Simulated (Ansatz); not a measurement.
**A small benchmark: atomisation enthalpy at 298 K**

8 molecules; the atomisation enthalpy at 298 K in kJ/mol, computed less measured. Shapes, held fixed at every level: PBE0-D4/def2-TZVP. Flexible molecules stand in one conformer, not always the lowest. Thermal terms are harmonic and unscaled (PBE0-D4/def2-TZVP); the spin-orbit lowering of the free atoms is taken from their spectra. Programs: Ansatz 0.2.0. Measured values: Active Thermochemical Tables, CRC Handbook of Chemistry and Physics, NIST-JANAF tables.

Levels: A = SVWN5/def2-TZVP; B = B3LYP-D4/def2-TZVPP; C = MP2/def2-TZVPP.

| molecule | from tabulated heats | A | B | C |
| --- | --- | --- | --- | --- |
| IBr (iodine monobromide) | 178 | +69 | -18 | -14 |
| CHNS (SMILES N=C=S) | 1557 | +337 | +19 | +2 |
| GeH4 (germane) | 1153 | +139 | +17 | -25 |
| SiH3I (SMILES [SiH3]I) | 1213 | +129 | -2 | -28 |
| C2H3O (acetyl radical) | 2347 | +393 | +9 | -11 |
| C2H4 (SMILES C=C) | 2253 | +281 | +4 | -40 |
| CH3NO (formamide) | 2286 | +418 | +11 | -23 |
| CH4O (methanol) | 2039 | +295 | -4 | -30 |

Problem. Which level does best on this set, which worst, and which err to one side?

Solution. 
| level | kind | mean error | mean absolute error | worst case |
| --- | --- | --- | --- | --- |
| SVWN5/def2-TZVP | LDA | +257.6 | 257.6 | CH3NO |
| B3LYP-D4/def2-TZVPP | global hybrid | +4.5 | 10.5 | CHNS |
| MP2/def2-TZVPP | perturbation theory | -21.1 | 21.6 | C2H4 |

On this set B3LYP-D4/def2-TZVPP has the smallest mean absolute error and SVWN5/def2-TZVP the largest. SVWN5/def2-TZVP is too high in 8 of 8; MP2/def2-TZVPP is too low in 7 of 8. The molecules' own spin-orbit binding is left out, so errors for heavy halides read too negative. Heats of the atoms come from ATcT where it has them. The levels differ in basis as well as in method. The tabulated value of SiH3I is in doubt (older tables, estimates, or at odds with other calculations) and kept here. Over the 7 molecules whose values aren't doubted the mean absolute errors are A 276.0; B 11.7; C 20.7. For SVWN5/def2-TZVP the error tends to grow with the atomisation enthalpy. Correlated wave functions converge slowly with the basis. Open shells run unrestricted. For atoms past krypton def2 sets carry core potentials with scalar relativity. Relativity is left out for Br, Ge. Outer-core shells of Br, Ge, I are correlated, in sets that cover them unevenly. The set is small.

The local density approximation overbinds every molecule, but its error does not simply follow the total atomisation enthalpy: CHNS has a larger error than methanol or ethylene despite being more weakly bound overall. The three largest errors belong to CHNS, formamide and the acetyl radical, which each join three non-hydrogen atoms and contain π bonds to heteroatoms. The local functional describes the exchange and correlation of free atoms less well than those of the bonded molecule, so the imbalance builds up as more valence pairs are brought together. Exact exchange and gradient corrections remove most of it in B3LYP, whose remaining errors have both signs, so its small mean partly reflects cancellation.

MP2 mostly underbinds, probably because the finite basis recovers less of the extra pair correlation in the molecule than of that in the atoms. The near-zero error for CHNS then suggests compensation, as second-order theory tends to exaggerate correlation in cumulated π systems. Full atomisation is a severe test, and the ranking need not carry over to reactions that conserve bond types.
